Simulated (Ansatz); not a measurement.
# How basis sets differ on CH5GaN2 (SMILES [H]/N=[C](/N)[GaH2])

CH5GaN2: 9 atoms, total charge 0, spin state singlet. As SMILES, `[H]/N=[C](/N)[GaH2]`. The shape is that of a PBE0-D4/def2-TZVP optimisation. This is one conformer, not always the lowest.

```xyz
9

N    -0.2359    0.5058   -1.5983
C     0.1473    0.2507   -0.4039
N     1.2930    0.8271    0.0656
Ga   -0.8355   -1.0071    0.7905
H    -1.0681   -0.0231   -1.8392
H     1.4747    0.8509    1.0515
H     1.7074    1.5559   -0.4973
H    -2.0487   -1.7513    0.1330
H    -0.4341   -1.2090    2.2981
```

Each level gives the dipole moment (D). The values are calculated.

```
      level          kind  program  value (D)  CPU time
  HF/STO-3G  Hartree–Fock   Ansatz       2.46     1.5 s
   HF/3-21G  Hartree–Fock   Ansatz       2.66     1.6 s
HF/def2-SVP  Hartree–Fock   Ansatz       2.63     5.9 s
 HF/cc-pVTZ  Hartree–Fock   Ansatz       2.67      40 s
```

All-electron rows without a relativistic Hamiltonian named are non-relativistic. The values span 2.46 to 2.67 D. Sets without polarisation functions give poor dipoles. Times are those of the runs behind each value, whatever else they computed, on shared processors of several kinds: orders of magnitude only.

The dipole moment is only mildly sensitive to the basis here: STO-3G gives the lowest value, 2.46 D, while the other three sets lie between 2.63 and 2.67 D. The molecule's polarity comes from the nitrogen lone pairs, the polarised C–N and N–H bonds, and the bonds from electropositive gallium to carbon and hydridic hydrogen. A minimal basis has one fixed radial shape per valence orbital, so the density cannot expand on electron-rich atoms or contract on electron-poor ones. This probably distorts the bond and lone-pair contributions, whose vector sum is the total moment.

The change is not monotonic, as def2-SVP falls slightly below 3-21G before cc-pVTZ rises again. The near agreement of 3-21G with cc-pVTZ therefore suggests compensating errors rather than a well-described density, since 3-21G lacks the angular flexibility to polarise the lone pairs and the π system properly. The close grouping of the larger sets does not establish agreement with experiment, because Hartree–Fock omits electron correlation, which often reduces the charge separation in polar bonds.
